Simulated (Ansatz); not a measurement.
## From the elastic tensor of Ir at 5 GPa (stress–strain coefficients) to moduli and sound speeds

All numbers below come from DFT LDA, scalar-relativistic, plane waves, PAW (Ansatz). Settings: 420 eV plane-wave cutoff, Γ-centred 18×18×10 mesh, Fermi-Dirac smearing of 0.15 eV. No spin polarisation.

It takes space group P6_3/mmc (No. 194, hexagonal). Conventional cell: a = 2.696 Å, b = 2.696 Å, c = 4.371 Å, α = 90.00°, β = 90.00°, γ = 120.00°. Around Ir (site symmetry -6m2) lie 12 Ir at 2.68 to 2.70 Å.

In a metal, frequencies and elastic constants depend on the k mesh and the smearing, soft modes and shear constants most. Spin–orbit coupling is left out, which can shift energies with elements as heavy as these. Other phases may be more stable at this pressure.

Relaxed-ion constants (GPa, on the Cartesian axes of the calculation):
C11 = 715.7, C12 = 252.2, C13 = 287.2, C22 = 715.7, C23 = 287.2, C33 = 712.9, C44 = 109.7, C55 = 109.7, C66 = 231.8 GPa; the others vanish.

Density 23.200 g/cm³; 2 atoms in 27.52 Å³.

The values that follow are for a polycrystal of randomly turned grains, by Hill's mean where one number stands.

With S = C⁻¹: B_V = (C11+C22+C33+2(C12+C13+C23))/9, G_V = (C11+C22+C33−C12−C13−C23+3(C44+C55+C66))/15, 1/B_R = S11+S22+S33+2(S12+S13+S23), 15/G_R = 4(S11+S22+S33−S12−S13−S23)+3(S44+S55+S66); Hill is their mean. Then v_l = √((B+4G/3)/ρ), v_t = √(G/ρ), v_m = [(2/v_t³+1/v_l³)/3]^(−1/3) and Θ = (ħ/k_B)·v_m·(6π²n/V)^(1/3) for n atoms in the volume V; E = 9BG/(3B+G), ν = (3B−2G)/(2(3B+G)) and A^U = 5G_V/G_R + B_V/B_R − 6.

| Property | Result |
| --- | --- |
| Bulk modulus, Voigt / Reuss / Hill | 422.0 / 421.8 / 421.9 GPa |
| Shear modulus, Voigt / Reuss / Hill | 178.1 / 157.8 / 167.9 GPa |
| Young's modulus | 445 GPa |
| Poisson ratio | 0.324 |
| Pugh ratio B/G | 2.51 |
| Universal anisotropy index | 0.64 |
| Longitudinal and transverse sound speeds | 5276 and 2690 m/s |
| Debye temperature from the mean sound speed | 375 K |

This form isn't the element's structure at ambient conditions.

Cost: 1 run of about 19 core-minutes, on AMD EPYC (Zen 3) (shared hosts).

Hexagonal close-packed Ir resists compression almost equally along and across the c axis, with C11 at 715.7 and C33 at 712.9 GPa; its anisotropy lies in shear. C44, at 109.7 GPa, is less than half of C66, so the Voigt and Reuss bounds separate for the shear modulus but nearly coincide for the bulk modulus. The high bulk modulus reflects strong cohesion from the partly filled, broad 5d band, together with the resistance of the compact cores to compression. C44 measures the shear of basal planes over one another, which changes bond angles more than volume. Its low value probably reflects a d-band filling that favours cubic rather than hexagonal stacking in iridium. The Pugh ratio of 2.51 would conventionally suggest ductility, but it describes elastic response, not dislocation motion or cleavage, and cannot be carried over to ordinary cubic iridium, which is known for brittle fracture. The constants satisfy the elastic stability conditions for a hexagonal crystal, but this doesn't exclude phonon instabilities at finite wavevector.
